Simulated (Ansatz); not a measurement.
# Si: energy above lowest point against volume scale

Results calculated with Ansatz 0.2.0, not measured. Free energy against uniform scaling of the volume at fixed shape and fractions; periodic cell, basis, potentials, k mesh and filling as listed.

The cell before it is scaled or strained (space group P6_3/mmc, No. 194):
```
CELL_PARAMETERS angstrom
2.44400 0.00000 0.00000
-1.22200 2.11660 0.00000
0.00000 0.00000 4.15200
ATOMIC_POSITIONS crystal
Si 0.33333 0.66667 0.25000
Si 0.66667 0.33333 0.75000
```

Settings of every row: functional LDA; dispersion none; potentials all-electron LAPW; k mesh 13x13x7; k shift 0x0x0; occupations fermi dirac; smearing width 0.05 eV; spin none.

Limits: coarse k mesh, up to 40 meV an atom off; minimum outside the range.

```csv
row,volume scale,V (Å³/atom),energy above lowest point (meV/atom)
1,0.94,10.095,349
2,0.97,10.417,236.1
3,1,10.739,?
4,1.03,11.061,63.9
5,1.06,11.383,0
```

Question: what energy above lowest point should row 3 give?

Worked fit of energy above lowest point. Take u = (V_r/V)^(2/3) − 1 with V_r = 10.739 Å³ an atom, which is twice the finite (Eulerian) strain; such expansions in the strain, on which the Birch-Murnaghan equation of state is built, carry the rest volume and the bulk modulus. The shown rows have u = 0.04209, 0.0205, -0.0195, -0.03808. Least squares give energy above lowest point = 141.88 + 4292.8 × u + 14906 × u² meV/atom; a straight line predicts inner rows, each left out in turn, worse (root mean square 14 against 0.14 meV/atom). The rows lie off it by 0.0, 0.0, 0.1, 0.0. The withheld row has u = 0, so the fit gives 141.88 + 4292.8 × (0) + 14906 × (0)² = 141.9 meV/atom.

The calculation gave 141.9 meV/atom. The fit meets it to the printed digit.
